Variance of the time-averaged mean-square displacement

1. Statement

A trajectory in d dimensions is stored at intervals Δt as N + 1 frames r_0, …, r_N, so it has N steps and length T = NΔt. At lag t = nΔt every frame that has a partner n steps later serves as a time origin. There are K = N − n + 1 of them, and the time-averaged mean-square displacement (MSD) is

ρ_n = (1/K) Σ_{i=0}^{K−1} |r_{i+n} − r_i|².   (1)

If a program counts N′ = N + 1 frames, then K = N′ − n. Relative variance means Var(ρ_n)/(2dDt)², and its square root is the relative standard deviation of one run.

For isotropic Brownian motion with diffusion coefficient D, the mean is ⟨ρ_n⟩ = 2dDt and

Var(ρ_n)/⟨ρ_n⟩² = (2/d) F(n,K),   (2)

F = (4n²K + 2K + n − n³)/(6nK²) for n ≤ K,   (3)

F = 1 + (K² − 1)(K − 4n)/(6n²K) for n ≥ K.   (4)

In two dimensions the relative variance is F itself, the form given by Qian, Sheetz and Elson (1991). For Δt ≪ t ≪ T,

Var(ρ)/⟨ρ⟩² → 4t/(3dT).   (5)

The result does not depend on D. An average over P independent, equivalent walkers divides it by P. A collective displacement, the sum of the displacements of many ions, is one walker, so its relative variance is (2) with P = 1 at any cell size. If D is taken from the difference of the MSD at two lags t₁ < t₂ ≪ T, its relative variance is

4(t₂ + 2t₁)/(3dT).   (6)

Steps that are not Gaussian and a bounded vibration on top of the walk add the terms (12) and (14) below.

2. Premises

(a) The steps ξ_k = r_k − r_{k−1}, k = 1, …, N, are independent and identically distributed with zero mean and finite fourth moment.
(b) Their covariance is isotropic, ⟨ξ^α ξ^β⟩ = v δ_αβ with v = 2DΔt. Cubic symmetry suffices for this.
(c) For (2) to (6) the steps are Gaussian. The proof keeps the fourth moment general and imposes (c) last.
(d) Coordinates are unwrapped across periodic boundaries and referred to a frame without drift.

3. Proof

Step 1, the mean. Write X_i = r_{i+n} − r_i = ξ_{i+1} + … + ξ_{i+n}. Products of different steps average to zero by (a), so ⟨|X_i|²⟩ = n d v = 2dDt for each origin, and (1) is unbiased.

Step 2, only the overlap correlates two origins. The windows that start at i and j share m_ij = max(0, n − |i − j|) steps. Write X_i = U + A and X_j = U + B, where U is the sum of the shared steps and A and B are the sums of the others. U, A and B contain disjoint sets of steps, so they are independent with zero mean. Expand

|X_i|² = |U|² + 2U·A + |A|², |X_j|² = |U|² + 2U·B + |B|².

The covariance has nine terms. Those of |A|² with the second expression vanish because A is independent of U and B, and those of |B|² with the first vanish likewise. Of the remaining four, three contain A or B to the first power, and averaging over that vector gives zero. What is left is

Cov(|X_i|², |X_j|²) = Var(|U|²).   (7)

Step 3, the fourth moment of a sum of m steps. In ⟨|U|⁴⟩ = Σ_{klpq} ⟨(ξ_k·ξ_l)(ξ_p·ξ_q)⟩ a term survives only if no index occurs exactly once. The m terms with four equal indices give ⟨|ξ|⁴⟩ each. The pairing k = l, p = q with k ≠ p gives m(m − 1) terms (dv)². The pairings k = p, l = q and k = q, l = p with k ≠ l give m(m − 1) terms each, of value Σ_αβ (vδ_αβ)² = dv². Hence

⟨|U|⁴⟩ = m⟨|ξ|⁴⟩ + m(m − 1)(d² + 2d)v².   (8)

Subtracting ⟨|U|²⟩² = m²d²v² gives

Var(|U|²) = 2dv²m² + γd²v²m, γ = [⟨|ξ|⁴⟩ − (d² + 2d)v²]/(dv)².   (9)

For a Gaussian step the components are independent with ⟨(ξ^α)⁴⟩ = 3v², so ⟨|ξ|⁴⟩ = 3dv² + d(d − 1)v² = (d² + 2d)v² and γ = 0.

Step 4, the double sum. The variance of (1) is K⁻² Σ_ij Cov(|X_i|², |X_j|²). Among K consecutive origins, K − |k| ordered pairs have i − j = k. Dividing by (ndv)²,

relative variance = (2/d) F + γG, F = S₂/(n²K²), G = S₁/(n²K²),

S_p = Σ_k (K − |k|)(n − |k|)^p, |k| ≤ min(n, K) − 1.   (10)

Step 5, the case n ≤ K. The sum ends at |k| = n − 1. Separate k = 0, double the positive half and set j = n − k:

S₂ = Kn² + 2 Σ_{j=1}^{n−1} (K − n + j) j² = Kn² + (K − n) n(n − 1)(2n − 1)/3 + n²(n − 1)²/2,

where Σj² = (n − 1)n(2n − 1)/6 and Σj³ = n²(n − 1)²/4 over j = 1, …, n − 1. The terms in K add to Kn[n + (2n² − 3n + 1)/3] = Kn(2n² + 1)/3. The others add to n²(n − 1)[−(2n − 1)/3 + (n − 1)/2] = −n²(n² − 1)/6. So S₂ = n(4n²K + 2K + n − n³)/6, and division by n²K² gives (3). For S₁, use Σ_k (n − |k|) = n² and Σ_k |k|(n − |k|) = n(n² − 1)/3:

G = [Kn² − n(n² − 1)/3]/(n²K²).   (11)

Step 6, the case n ≥ K. The sum ends at |k| = K − 1. Expand (n − |k|)² and use Σ(K − |k|) = K², Σ(K − |k|)|k| = K(K² − 1)/3 and Σ(K − |k|)k² = K²(K² − 1)/6. Then F = 1 − 2(K² − 1)/(3nK) + (K² − 1)/(6n²), which is (4). At n = K both forms give (3K² + 3)/(6K²). At n = 1, (3) gives F = 1/K, the value for K independent samples. At K = 1, (4) gives F = 1, and the relative variance 2/d is that of a single χ² variable with d degrees of freedom.

Step 7, limits. For Δt → 0 at fixed u = t/T ≤ 1/2, put n = uN and K → (1 − u)N in (3). The terms 2K and n drop out and F → (4nK − n²)/(6K²) = u(4 − 5u)/[6(1 − u)²] = (2u/3)(1 + 3u/4 + …). The leading term times 2/d is (5), which therefore understates the variance by the fraction 3u/4. For K ≫ n at finite n, (3) gives F → (2n² + 1)/(3nK), so (5) also understates it by the fraction 1/(2n²), which is one half at n = 1.

The last form shows what overlapping origins gain. Origins spaced t/p apart correspond to n = p and K ≈ pT/t, so the relative variance is (2t/dT)(2p² + 1)/(3p²). The last factor is 1 for windows laid end to end, 3/4 for p = 2 and 2/3 for p → ∞. Dense origins lower the variance by one third at most. Counting the K origins as independent would give 2/(dK), too small by the factor 2n/3.

4. Many particles and the collective displacement

Let P equivalent particles have jointly Gaussian steps, independent from one interval to the next, with ⟨ξ_a^α ξ_b^β⟩ = v c_ab δ_αβ and c_aa = 1. Two jointly Gaussian variables y and z of zero mean with ⟨y²⟩ = w and ⟨yz⟩ = g obey Cov(y², z²) = 2g². To see this, write z = (g/w)y + e with e Gaussian, uncorrelated with y and therefore independent of it; then Cov(y², z²) = (g/w)² Var(y²) = (g/w)² 2w². Like components of the displacement of a from origin i and of b from origin j have g = v c_ab m_ij, so the sums of Step 4 recur with weight c_ab², and the particle-averaged (tracer) MSD has relative variance (2F/d) P⁻² Σ_ab c_ab². For independent particles this is (2F/d)/P.

The sum R = Σ_a r_a has Gaussian independent steps with variance v Σ_ab c_ab per component. It satisfies premises (a) to (c) as a single walker with its own coefficient D_R, and (2) applies with no factor 1/P. A larger cell raises D_R and the standard deviation of the collective MSD in the same proportion. Only a longer run, or M independent runs, which divide the variance by M, improves the relative precision.

5. Departures that occur in an ionic conductor

Discrete hops. Let the walker make hops of length ℓ along the cubic axes with equal probability, independent of each other, at Poisson rate Γ, so that Γℓ² = 2dD. For exactly h hops in Δt, (8) with per-hop variance ℓ²/d gives ⟨|ξ|⁴⟩ = hℓ⁴ + h(h − 1)(1 + 2/d)ℓ⁴. A Poisson distribution of mean ν = ΓΔt has ⟨h⟩ = ν and ⟨h(h − 1)⟩ = ν², and dv = νℓ². The ν² term cancels against (d² + 2d)v² in (9), leaving γ = 1/ν. The added relative variance is

G/(ΓΔt) ≈ 1/(ΓT) for n ≪ K,   (12)

the counting noise of the number of hops in the run. Its ratio to (5) is 3d/(4Γt), so premise (c) requires many hops within one lag.

Bounded vibration. Let the recorded position be r_i + η_i, where η is Gaussian with zero mean and variance s² per component, independent of the walk and uncorrelated between frames. With Y_i = η_{i+n} − η_i, like components have covariance c_ij = s²(2δ_ij − δ_{|i−j|,n}). The mean becomes

⟨ρ_n⟩ = 2dD(t + τ), τ = s²/D.   (13)

In the covariance of |X_i + Y_i|² with |X_j + Y_j|², terms linear in X alone or Y alone average to zero. Three remain: the covariance (9), the term 4⟨(X_i·Y_i)(X_j·Y_j)⟩ = 4d v m_ij c_ij, and Cov(|Y_i|², |Y_j|²) = 2d c_ij² by the identity of Section 4. The product m_ij c_ij is nonzero only at i = j, because m_ij = 0 at |i − j| = n, so the second term sums to 8dKnvs². The third sums to 2ds⁴[4K + 2(K − n)] for n ≤ K. With x = s²/v = τ/(2Δt), the added relative variance is

(2/d)[4x/(nK) + (6K − 2n)x²/(n²K²)].   (14)

Slope between two lags. The offset in (13) biases ρ/(2dt) by the fraction τ/t and cancels in [ρ(t₂) − ρ(t₁)]/[2d(t₂ − t₁)]. Steps 2 and 3 did not use equal window lengths, so (7) and (9) hold with m the overlap of a window n₁ and a window n₂. To leading order in t₂/T and for n₁ ≫ 1 the double sum becomes T⁻¹ times an integral over the relative shift. As a window t₁ slides through a window t₂, the overlap time rises linearly to t₁ over a shift t₁, stays there for t₂ − t₁ and falls again. The integral of its square is t₁²(t₂ − t₁) + 2t₁³/3 = t₁²t₂ − t₁³/3, which is 2t³/3 for equal lags. Therefore

Var[ρ(t₂) − ρ(t₁)] = [2d(2D)²/T] [2t₂³/3 + 2t₁³/3 − 2t₁²t₂ + 2t₁³/3] = [2d(2D)²/T] (2/3)(t₂ − t₁)²(t₂ + 2t₁).

Division by [2dD(t₂ − t₁)]² gives (6). The same counting gives the two additions. The overlaps to the first power sum to n₁n₂ for unequal and n² for equal windows, which combine to (n₂ − n₁)², so the hop term stays 1/(ΓT). For the vibration, unequal windows share an η with positive sign when they start together or end together, at overlap n₁, and with negative sign when one ends where the other starts, at overlap zero. In units of 2dv² per origin this gives 4n₁x + 4x², against 4nx + 6x² for equal windows, and the variance of the difference receives 4(n₂ − n₁)x + 4x². The added relative variance of the slope is (2/dN)(4y + 4y²) with y = x/(n₂ − n₁).

6. Range of validity

Equations (2) to (4) are exact under (a) to (d) for all n and K. Equation (5) needs 1 ≪ n ≪ K, with the corrections of Step 7.

Premise (a) is the restrictive one. Real dynamics has memory over some time τ_c, from ballistic motion, back-hops and trapping. For τ_c ≪ t the walk can be regrouped into nearly independent blocks, and (5) holds with corrections expected to be of relative order τ_c/t. It does not hold for subdiffusive, confined or ageing motion, and a straight MSD between t₁ and t₂ has to be verified on the data. Slow fluctuations of the mobility itself raise γ above the Poisson value.

For anisotropic diffusion with independent principal components D_α, the components contribute separately and 2/d is replaced by 2ΣD_α²/(ΣD_α)².

Equation (14) assumes that η forgets its value within Δt. If it stays correlated over several frames, more pairs of origins contribute and the term has to be summed again with the actual correlation.

The estimator is a quadratic form and is skewed. A variable χ²_f/f has relative variance 2/f, so matching (2) gives f = d/F effective degrees of freedom; symmetric intervals are adequate only for f ≫ 1.

The variance is that of repeated runs of one Hamiltonian. It contains no systematic error from the potential, the cell size or the thermostat, and no scatter between different frozen dopant arrangements.

7. Illustration: collective oxygen displacement in yttria-stabilised zirconia

Model. A cell of 4 × 4 × 4 cubic fluorite units has 256 cation and 512 anion sites. With 218 Zr⁴⁺ and 38 Y³⁺, neutrality requires 493 O²⁻ and leaves 19 vacancies, which is 8.0 mol % Y₂O₃. The ions carry rigid formal charges q_i, and the Ewald sum has conducting boundary conditions. Temperature is written Θ because T is the run length. The inputs are Θ = 1273 K, an approximate lattice parameter a = 5.19 Å, a conductivity σ = 0.10 S/cm and a lattice susceptibility χ = 25. The conductivity was chosen to reproduce the typical behaviour of this composition at this temperature, and χ is a typical size for the ionic part of the dielectric constant. The run has T = 10 ns and Δt = 1 ps, so N = 10 000. Unrounded values are carried through.

The walker. Define ΔR = Σ_i q_i Δr_i / q over all ions, with q = −2e. Neutrality makes it independent of the frame. The cations do not diffuse on this time scale and move only by a common shift w plus vibration; their charges sum to −493q, so ΔR = Σ_O (Δr_i − w) up to a bounded part. This is the oxygen displacement relative to the cation lattice. In a run at zero total momentum the bare oxygen sum is smaller. From Σ_O Δr_i = ΔR + 493w and m_O Σ_O Δr_i + M_c w = 0, with M_c the total cation mass, follows Σ_O Δr_i = ΔR M_c/(M_c + 493m_O). Atomic masses of 91.224, 88.906 and 15.999 u for Zr, Y and O make the factor 0.747 and its square 0.558. The factor changes the mean MSD and leaves the relative variance as it is.

Parameters. Linear response gives the conductivity as σ = q² D_R/(V k_BΘ), where ⟨|ΔR|²⟩ grows as 6D_R t; this relation is taken as a premise. With V = (4a)³ = 8947 Å³,

D_R = σVk_BΘ/q² = 1.53 Å²/ps, D_σ = D_R/493 = 3.11 × 10⁻⁷ cm²/s.

An oxygen hop into a vacancy has length ℓ = a/2 = 2.595 Å. The rate of independent hops that yields D_R is Γ = 6D_R/ℓ² = 1.36 ps⁻¹ for the cell, one effective hop per vacancy in 14 ps. Hops that are promptly reversed are not counted in Γ.

The bounded part follows from the dielectric response at a fixed vacancy arrangement. A field E couples as −qη·E, and differentiating the Boltzmann average gives d⟨qη^α⟩/dE^α = q²s²/(k_BΘ), which equals ε₀χV by the definition of χ. Then s²/D_R = ε₀χ/σ, so τ = 22.1 ps, s² = 33.9 Å² and x = 11.1. The optical vibrations behind η are assumed to lose memory within 1 ps.

One lag. For t = 100 ps, n = 100 and K = 9901. Equation (3) gives F = 6.717 × 10⁻³ and (2) gives 4.478 × 10⁻³, a relative standard deviation of 6.69 % with f = 447. Equation (5) gives 4.444 × 10⁻³. With G = 1.007 × 10⁻⁴, the hop term is 7.4 × 10⁻⁵, and (14) is 3.5 × 10⁻⁵. Both are below 2 % of the Gaussian term. The offset is not small: the diffusive part of the mean is 9.2 × 10² Å² and the vibrational part 6s² is 2.0 × 10² Å².

The table lists relative standard deviations in per cent, all referred to 6D_R t, and the fractional bias τ/t of ρ/(6t).

t/ps | (2) | (5) | (2)+(12)+(14) | τ/t
10 | 2.11 | 2.11 | 3.6 | 2.2
100 | 6.69 | 6.67 | 6.8 | 0.22
1000 | 21.9 | 21.1 | 22 | 0.022
5000 | 57.7 | 47.1 | 58 | 0.0044

The fourth column uses the full G of (11). At 10 ps the two added terms together exceed the Gaussian variance, and the offset exceeds the signal. At 100 ps the bias is still about three standard deviations. At half the run length only f = 6.0 degrees of freedom remain.

Tracer comparison. Take D* = 0.65 D_σ as an illustrative ratio and treat the 493 oxygens as independent Poisson hoppers. Each has Γ* = 6D*/ℓ² = 1.8 × 10⁻³ ps⁻¹, or 0.18 hops in 100 ps, so it is far from Gaussian. Its hop term G/(Γ*Δt) = 0.056 is more than ten times the Gaussian term. Division by 493 gives 0.30 % from (2) alone and 1.1 % with the hop term. The second figure is only a guide, since all oxygen hops are driven by the same 19 vacancies and are not independent. It still shows that the tracer MSD of this run is several times more precise than the collective one, and that (2) alone overstates its precision.

Conductivity. Take t₁ = 50 ps, several effective hop intervals of a vacancy, and t₂ = 100 ps, on the assumption that the collective MSD is already straight there. Equation (6) gives 8.89 × 10⁻³, or 9.4 %. The exact double sums of squared overlaps raise this to 8.98 × 10⁻³. The hop term adds 7 × 10⁻⁵ and the vibration, with y = 0.22, adds 7 × 10⁻⁵. One 10 ns run of the model thus fixes D_σ and σ to about 10 %, that is σ = 0.10 ± 0.01 S/cm at one standard deviation, where the central value is the chosen input and only the width is a result. Solving (6) for T, a precision of 5 % needs a total of 36 ns and 1 % needs 0.89 µs, in one run or in independent runs each long against t₂, whatever the size of the cell. If vacancy trapping at dopants pushes the straight part of the MSD to lags ten times longer, these times grow tenfold.